## Which structure to carry forward

The decision is whether one structure of (2-methylbutyl)germane can stand for the molecule in a costlier calculation, and if so which one. A simple choice is the conformer of lowest energy. In the table this is conformer 4, yet it holds only 13.6% of the molecules and comes fourth. Conformer 1, slightly higher in energy, holds 24.1%. What pushes conformer 4 down tells us how far a ranking by energy can be trusted.

Conformers of (2-methylbutyl)germane, computed with PySCF 2.14.0 and tblite 0.8.0: PBE0-D3(BJ)/def2-SVP energies in tetrahydrofuran at GFN2-xTB geometries. Free energies and weights, at 298.15 K over the six conformers kept, add GFN2-xTB quasi-harmonic terms to the DFT energies. The torsions are C1-C2-C3-C4 and C2-C3-C5-Ge6, in that order.

```tsv
number	torsions in degrees	GFN2-xTB energy above its lowest (kcal/mol)	DFT energy above the lowest (kcal/mol)	free energy above the lowest (kcal/mol)	weight (%)	dipole (D)
1	(-170,-178)	0.580	0.090	0.000	24.100	1.160
2	(-64,-61)	0.380	0.140	0.080	21.100	1.120
3	(-67,-176)	0.560	0.140	0.090	20.800	1.160
4	(-176,51)	0.000	0.000	0.340	13.600	1.200
5	(67,-54)	0.590	0.120	0.460	11.100	1.120
6	(-70,54)	0.260	0.500	0.560	9.300	1.210
```

The weights are shares among six of the nine minima that the search found. Ratios between two conformers therefore mean more here than the percentages themselves.

## Energy alone puts conformer 4 first

The simplest explanation of the populations is that the lowest energy wins. At equilibrium the weight $w_i$ of conformer $i$ follows from its free energy $G_i$ above the lowest,

$$w_i=\frac{e^{-G_i/RT}}{\sum_j e^{-G_j/RT}},$$

where $RT$ is 0.59 kcal/mol at room temperature. If the DFT energy $E_i$ takes the place of $G_i$, conformer 4 leads with 21% and conformer 1 follows with 18%. The table has these two the other way round, and by a wider margin.

The reordering must come from what separates $G$ from $E$. This is the thermal term: the zero-point energy and the free energy of vibration and rotation, here taken from GFN2-xTB. Only differences between conformers matter, so conformer 3 can serve as the reference:

$$\Delta_i=(G_i-E_i)-(G_3-E_3).$$

For conformer 4 this gives $(0.34-0.00)-(0.09-0.14)=0.39$ kcal/mol.

Conformer 5 has the same thermal term as conformer 4. Conformers 1 and 2 lie within 0.04 kcal/mol of the reference, and conformer 6 lies 0.11 above it. Relative energies in such a calculation carry noise of some hundredths of a kcal/mol, and thermal terms, which depend on soft motions, can carry more. The small differences among conformers 1, 2 and 3 therefore need no cause, while the jump to conformers 4 and 5 does.

## Reading the shapes

The main chain runs C1-C2-C3-C5-Ge, and C3 also carries the methyl group C4 and a hydrogen. The first printed torsion ends at C4, on the branch, and so does not describe the chain. To follow the chain towards germanium, one subtracts about 120° from it, as the handedness at C3 requires. The second printed torsion already belongs to the chain.

A turn near 180° keeps a chain extended, and a turn near 60° in either sense, called gauche, bends it. Conformer 3 is extended at both places. Conformers 1, 2 and 6 are bent once. Conformers 4 and 5 are bent twice in the same sense, which brings the C1 end round towards the GeH₃ group; these two will be called folded.

## The tempting answer: count the crowded contacts

A conformer can be judged by its gauche contacts. Two groups on neighbouring atoms that stand about 60° apart are crowded, and each such contact is given a fixed cost. In this molecule C1 can be gauche to C4 or C5, and germanium can be gauche to C2 or C4. Conformers 1, 2 and 3 have two contacts each; conformers 4, 5 and 6 have three.

Carried over to the thermal term, the idea sounds reasonable. Crowded groups hold one another in place, their motions stiffen, and the free energy rises. The count even sorts the table correctly at first sight, since the three conformers with the extra contact have the three highest thermal terms.

The energies give a first reason for doubt. Conformers 2 and 5 hold germanium in nearly the same position, but conformer 5 has one more contact between carbon groups. In butane such a contact costs roughly 0.6 to 0.9 kcal/mol. Here the DFT energy changes by only −0.02 kcal/mol, so contacts with a fixed price do not add up to the energy of a folded chain.

## Conformer 6 separates the two ideas

Conformers 4 and 6 make the sharper comparison. Both have three gauche contacts, and in both germanium sits between the two carbon groups, opposite the hydrogen on C3. They differ in the turn about the C2-C3 bond: conformer 6 points C1 away from the germanium end, and conformer 4 folds it back.

If the number of contacts set the thermal term, the two should agree. Instead, the term is 0.28 kcal/mol higher in conformer 4. The same step from a once-bent to a folded chain, taken from 2 to 5 or from 1 to 4, raises it by about 0.4 kcal/mol. A single bend in the extended conformer 3 changes it by 0.11 kcal/mol at most.

A least-squares fit to all six thermal terms puts this in one number. With one constant for the open shapes and one extra penalty for the folded ones, the penalty is $0.38\pm0.05$ kcal/mol and the typical miss is 0.05. A straight line in the number of contacts misses by about twice as much. Both descriptions do worst for conformer 6, which the first places about 0.1 kcal/mol too low and the second about 0.2 too high.

The numbers thus favour folding over counting. They do so with only two folded conformers, and the grouping was chosen with the values in view. The penalty is a compact description of this molecule, not an established constant for germanes.

## Why a fold should cost free energy

A chain with free ends has soft motions: slow twists about its single bonds and wide bends of the whole skeleton. Soft motions have closely spaced levels, many of which are populated at room temperature, and this lowers the free energy. When the chain folds, its two ends come near each other, and a twist that was easy now pushes one end against the other. The motion stiffens, its levels spread, and part of the gain is lost.

For a classical harmonic vibration the step from stiffness to free energy is short. Each mode of frequency $\nu$ contributes $RT\ln(h\nu/k_\mathrm{B}T)$, where $h$ and $k_\mathrm{B}$ are the Planck and Boltzmann constants. Folding then changes the free energy by

$$\Delta G=RT\ln\frac{\prod\nu_\text{folded}}{\prod\nu_\text{open}}.$$

If modes of this classical kind made the whole penalty, the product of their frequencies would have to rise by a factor of $e^{0.38/0.59}\approx1.9$. Shared among three soft modes, this is a rise of about a quarter in each, because $1.9^{1/3}\approx1.24$.

This gives only the scale, for modes that follow the harmonic formula. The run treats modes below 100 cm⁻¹ by a quasi-harmonic recipe, in which the free energy depends less on the frequency, so the softest modes would have to stiffen more. Rotation need not add much: folding shortens the molecule but also thickens it, so the larger moments of inertia fall while the smallest rises. Modes too stiff for the classical formula can also contribute, through their zero-point energy. How the penalty divides among these parts is untested here. That hindered ends stiffen the chain is an argument from theory; the grouping of the thermal terms agrees with it but does not prove it.

## The estimate for conformers 4 and 1

The penalty can now be turned into a population ratio. In DFT energy conformer 4 lies 0.09 kcal/mol below conformer 1. Conformer 4 is folded and conformer 1 is not, so the model adds 0.38 and leaves conformer 4 higher in free energy by $0.38-0.09=0.29$ kcal/mol. The ratio of their weights should then be

$$\frac{w_4}{w_1}\approx e^{-0.29/0.59}\approx0.6.$$

The table gives $13.6/24.1\approx0.56$. Both conformers took part in the fit, so the agreement shows how well one penalty describes them and does not count as a prediction. What the estimate teaches is the scale. An energy lead of a tenth of a kcal/mol is easily overturned by a thermal term four times as large.

The same penalty acts on conformer 5. With DFT energies alone the two folded conformers would hold 39% of the six-conformer population; with the thermal terms they hold 25%.

## The energy of the fold is uncertain too

Rank depends on both parts of the free energy, and the two electronic levels disagree about the energy part. Going from conformer 1 to conformer 4 lowers the DFT energy by 0.09 kcal/mol but the GFN2-xTB energy by 0.58. From 2 to 5 the DFT energy hardly moves, while the GFN2-xTB energy rises by 0.21.

This matters for the opening question. Add the same thermal terms to the GFN2-xTB energies, and conformer 4 comes to $0.00+0.39=0.39$ kcal/mol. Conformer 1 comes to $0.58-0.04=0.54$ and now lies above it. The thermal penalty of the fold, which was computed with one method only, is the same in both sums, but conformer 4 no longer falls behind conformer 1. Its fourth place therefore belongs to the DFT energies together with the thermal terms, and not to the thermal terms alone.

A plausible reason why folding costs so little energy is dispersion, the weak attraction between the electrons of groups that come close. It could repay the crowding that the contact count predicts. Some of the apparent attraction may instead come from the small basis set, in which each end of a folded chain can borrow functions from the other and so look too stable. If that error is sizeable, the folded conformers should hold even less than the table gives them.

## A rule for choosing structures

Trace the main chain first, and see whether successive gauche turns bring its ends together. If they do, treat a small energy lead of that conformer with suspicion, because its thermal term may be higher than that of the open shapes, as it is in this molecule. Here the lead is about 0.1 kcal/mol and the penalty about 0.4, so the ranking has to be made in free energy. Even then, the three leading conformers lie within 0.09 kcal/mol of one another, too close to be ordered. For this molecule the sound choice is to carry several conformers forward and average over them, and to recompute the energies of all six, folded and open, in the same larger basis before settling their weights.
